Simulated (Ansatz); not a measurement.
# Strength of the Ge–H bond: GeH(OH)3 → Ge(OH)3 + H

Species: GeH(OH)3, singlet; Ge(OH)3, doublet; H atom, doublet. 

Shapes, held fixed at every level: PBE0-D4/def2-TZVP. Flexible molecules stand in one conformer, not always the lowest. Programs: Ansatz 0.2.0. The zero-point and thermal change to 298 K, harmonic and unscaled (PBE0-D4/def2-TZVP), is -18.0 kJ/mol.

| level | kind | ΔH(298 K) (kJ/mol) | less CCSD(T)/def2-TZVPP | CPU time (sum over the molecules) |
| --- | --- | --- | --- | --- |
| HF/def2-TZVPP | Hartree–Fock | +288.6 | -73.0 | – |
| PBE-D4/def2-TZVPP | GGA | +323.6 | -38.0 | 8.4 s |
| B3LYP-D4/def2-TZVPP | global hybrid | +342.3 | -19.3 | 13 s |
| PBE0-D4/def2-TZVPP | global hybrid | +338.8 | -22.8 | 9.4 s |
| r2SCAN0-D4/def2-TZVPP | global hybrid | +344.9 | -16.7 | 16 s |
| CCSD(T)/def2-SVP | coupled cluster or CI | +356.4 | -5.2 | 26 s |
| CCSD/def2-TZVPP | coupled cluster or CI | +363.1 | +1.5 | – |
| CCSD(T)/def2-TZVPP | coupled cluster or CI | +361.6 | 0.0 | 7.3 min |

The highest level, CCSD(T)/def2-TZVPP, gives ΔH(298 K) = +361.6 kJ/mol; the levels span +288.6 to +363.1. The column of differences is taken from that level and isn't an error. Hartree–Fock misses the correlation of the pair that is broken and comes out low. No measured value is set beside it here. Open shells run unrestricted unless RO is named. Relativity is left out for Ge unless named. Correlated rows may include outer-core shells of Ge, which these sets cover unevenly. Times are processor times on shared x86 and Arm servers, and rough.

Breaking the Ge–H bond costs +361.6 kJ/mol at the highest level, which marks a strong, essentially covalent two-electron bond. The electronegative hydroxyl groups draw germanium p character into the Ge–O bonds, leaving more s character for the bond to hydrogen. In the radical, the unpaired electron probably stays in an s-rich orbital at a pyramidal germanium centre, with little delocalization to ease the cleavage.

Connected triples shift the result by only 1.5 kJ/mol, so their contributions nearly cancel between the molecule and its fragments, and a single-reference description appears adequate. Enlarging the basis strengthens the bond modestly, as expected when the correlation of the bonding pair is better described. All the density functionals give a weaker bond than CCSD(T), PBE most of all. The spread among the hybrids suggests that the treatment of correlation and the semilocal exchange matter as well as the exact-exchange admixture. Without GeH4 treated alike, the net effect of the hydroxyl groups on the bond strength remains undetermined.
